**Trivalent 3d ions: forecast of the dipole response of Ni3+ and Zn3+**

The six known ions have a dipole polarisability α near 2 bohr³, a like-pair dispersion coefficient C6 of 5 to 6 a.u. and an effective excitation energy of 1.5 to 1.7 hartree. The uncoupled polarisability α0 is the response of electrons that ignore the field of their own induced density. The ratio S = α/α0 (coupled / uncoupled) is high when screening is weak: screening removes over a third of the bare response in Sc3+ and a fifth in Co3+. These are spherical, high-spin free ions, with a PBE ground state and an LDA response kernel.

Spherical 3+ ions of the 3d series in their NIST ground configurations, with open shells filled at highest spin, computed with the radks radial solver and Libxc. All-electron, spin-polarised, scalar-relativistic PBE with a Fermi nucleus. Linear response is from Sternheimer equations, with the Hartree and adiabatic LDA kernel in the coupled values; atomic units.

| species | Z | electrons | configuration | dipole polarisability (bohr³) | uncoupled dipole polarisability (bohr³) | C6 (a.u.) | C9 (triple dipole) (a.u.) | coupled / uncoupled |
| --- | --- | --- | --- | --- | --- | --- | --- | --- |
| Sc3+ | 21 | 18 | [Ne] 3s2 3p6 | 2.154 | 3.411 | 5.701 | 9.034 | 0.632 |
| Ti3+ | 22 | 19 | [Ar] 3d1 | 2.343 | 3.326 | 6.050 | 9.959 | 0.704 |
| V3+ | 23 | 20 | [Ar] 3d2 | 2.334 | 3.119 | 5.965 | 9.627 | 0.749 |
| Cr3+ | 24 | 21 | [Ar] 3d3 | 2.236 | 2.877 | 5.653 | 8.678 | 0.777 |
| Fe3+ | 26 | 23 | [Ar] 3d5 | 1.964 | 2.421 | 4.815 | 6.444 | 0.811 |
| Co3+ | 27 | 24 | [Ar] 3d6 | 1.899 | 2.335 | 4.577 | 5.882 | 0.813 |
| Ni3+ | 28 | 25 | [Ar] 3d7 | ? | ? | ? | ? | ? |
| Zn3+ | 30 | 27 | [Ar] 3d9 | ? | ? | ? | ? | ? |

**Reading the known rows.** α0 falls at every step, as contraction under rising nuclear charge suggests. Yet α rises by 8.4% in the logarithm from Sc3+ to Ti3+, made up of −2.5% in α0 and +10.9% in S, so the rise is weaker screening. A likely reason is that 3p→3d excitation, between shells of large overlap, gives much bare response and is pushed far up in energy by the coupling. Each 3d electron blocks part of it and adds a more weakly screened response of its own. The totals agree with this but cannot separate the channels. Ti3+ and V3+ differ by only 0.009 bohr³, and their order is given no weight.

The fall of α0 has a kink at the half-filled shell: 0.228 bohr³ per electron from Cr3+ to Fe3+, then 0.086. Continuing the earlier logarithmic slope would have put Co3+ 4.9% below its computed value. A likely cause is that the first minority-spin electron has no 3d exchange partner, so it is more loosely bound and more polarisable. Self-interaction in PBE also loosens 3d electrons and may affect the size of the kink.

**Model.** Each link is bracketed by two extrapolations of differences between known rows, and a forecast is the range over all combinations.

1. α0. Upper edge: the Fe→Co logarithmic step, −3.62%, persists. Lower edge: minority filling echoes the steps after d1, shifted by −1.09% so that d5→d6 matches d0→d1, which gives −7.52, −9.17 and −9.72%.
2. Screening. An induced dipole p = α0(E − Kp) gives 1/α = 1/α0 + K. K falls from 0.171 bohr⁻³ at Sc3+ to 0.096–0.100 for Cr3+ to Co3+. Edges: the Co3+ value, or the Fe→Co slope of +0.0022 per electron continued.
3. One pole, α(iu) = α/(1 + u²/ω²), gives C6 = ¾α²ω = ¾√Neff·α^1.5. Neff = αω² is an index, not an electron count. Edges: 5.44 (Co3+), or the Cr→Co slope of +0.119 continued.
4. The same pole gives the triple-dipole C9 = ¾αC6. The ratio r of computed to one-pole C9 drifts from 0.98 to 0.90 and is bracketed like Neff. A spread of poles makes α(iu) drop sooner and trail longer, which costs the integral of its cube (C9) more than that of its square (C6).

Upper edge for Ni3+, a row used in no slope: α0 = 2.335 × 2.335/2.421 = 2.252; α = 2.252/(1 + 0.0983 × 2.252) = 1.844 bohr³; C6 = ¾ × √(5.44 + 0.119) × 1.844^1.5 = 4.43.

**Forecast.** α0, α, C6 and C9 fall in the order Co > Ni > Zn, with no second rise as at Ti3+. The α0 step after Co3+ is steeper than Fe→Co, and S creeps up.

| | Ni3+ | Zn3+ |
|---|---|---|
| α0 | 2.17–2.25 | 1.79–2.10 |
| α | 1.78–1.84 | 1.51–1.74 |
| S | 0.815–0.825 | 0.82–0.85 |
| C6 | 4.15–4.43 | 3.2–4.1 |
| C9 | 5.0–5.5 | 3.3–4.9 |

These are brackets, not statistical intervals. One minority-spin step is stretched over three for Zn3+, hence the width, and misses in C6 and C9 will follow that in α. S is the most exposed, since K may grow faster as the shell fills.

The withheld rows as computed:

| species | Z | electrons | configuration | dipole polarisability (bohr³) | uncoupled dipole polarisability (bohr³) | C6 (a.u.) | C9 (triple dipole) (a.u.) | coupled / uncoupled |
| --- | --- | --- | --- | --- | --- | --- | --- | --- |
| Ni3+ | 28 | 25 | [Ar] 3d7 | 1.808 | 2.220 | 4.285 | 5.224 | 0.814 |
| Zn3+ | 30 | 27 | [Ar] 3d9 | 1.605 | 1.972 | 3.665 | 3.949 | 0.814 |

**Hits.** The order holds, and α0, α, C6 and C9 lie inside their brackets. The α0 step after Co3+ is −5.05%, and −5.92% per electron from Ni3+ to Zn3+: steeper than persistence, much gentler than the echo. The second half-shell therefore does not copy the first. The midpoints of α lie above the computed values by 0.2% and 1.1%, but this owes something to cancellation, because α0 was forecast slightly low and S high. A plain power law α ∝ Z^−1.42, from a least-squares line in logarithms through Cr3+, Fe3+ and Co3+, is 1.1% low for Ni3+ and 1.0% high for Zn3+. The hit on α thus shows a smooth late series more than it confirms the chain. The same law is 25% too high for Sc3+, where screening is strongest.

The one-pole indices stayed in range: Neff is 5.52 and 5.78, r is 0.899 and 0.895. The C9 midpoint for Zn3+ is 2.8% above the computed value, the largest relative miss, mostly because C9 goes as α^2.5 in the model.

**Miss.** S is 0.814 in both ions, below both brackets; the midpoints are too high by 0.7% and 2.6% of the computed value, 1.3 and 1.4 half-widths. S barely rose and stayed within about 0.001 of Co3+. K grew by 0.0043 and then 0.0067 per electron, two and three times the slope allowed, so its steadiness from Cr3+ to Co3+ was only a minimum near Fe3+.

In hindsight, the product Kα0 = 1/S − 1 is what stays fixed: it is 0.23 from Fe3+ to Zn3+, as K rises while α0 falls. Contraction gives both signs, since the field of an induced dipole inside a cloud of radius R goes as p/R³, so K ∝ 1/R³. That gives the signs, not the sizes: the hydrogenic rule α0 ∝ R⁴ is not reliable for these screened, many-shell ions. The channel picture of the early rows offers a plainer reading. S is an average over excitation channels, each weighted by its bare response. It climbs while the strongly screened 3p→3d part is being blocked, and levels off once most of the response comes from the 3d electrons themselves, whose screening changes only slowly along the series. K is then no constant of the ion but follows 1/α0. Between these ions a constant S is the better guess than a constant K. This account came after the values, and the totals in the table cannot separate the channels. Most of the screening is electrostatic; the LDA exchange-correlation part of the kernel gives some of it back, so the height of the plateau depends on a kernel that does not match the PBE ground state. Only Sc3+ and Fe3+ are truly spherical, so the smoothness through d6, d7 and d9 belongs to averages without terms, anisotropy or spin-orbit coupling.
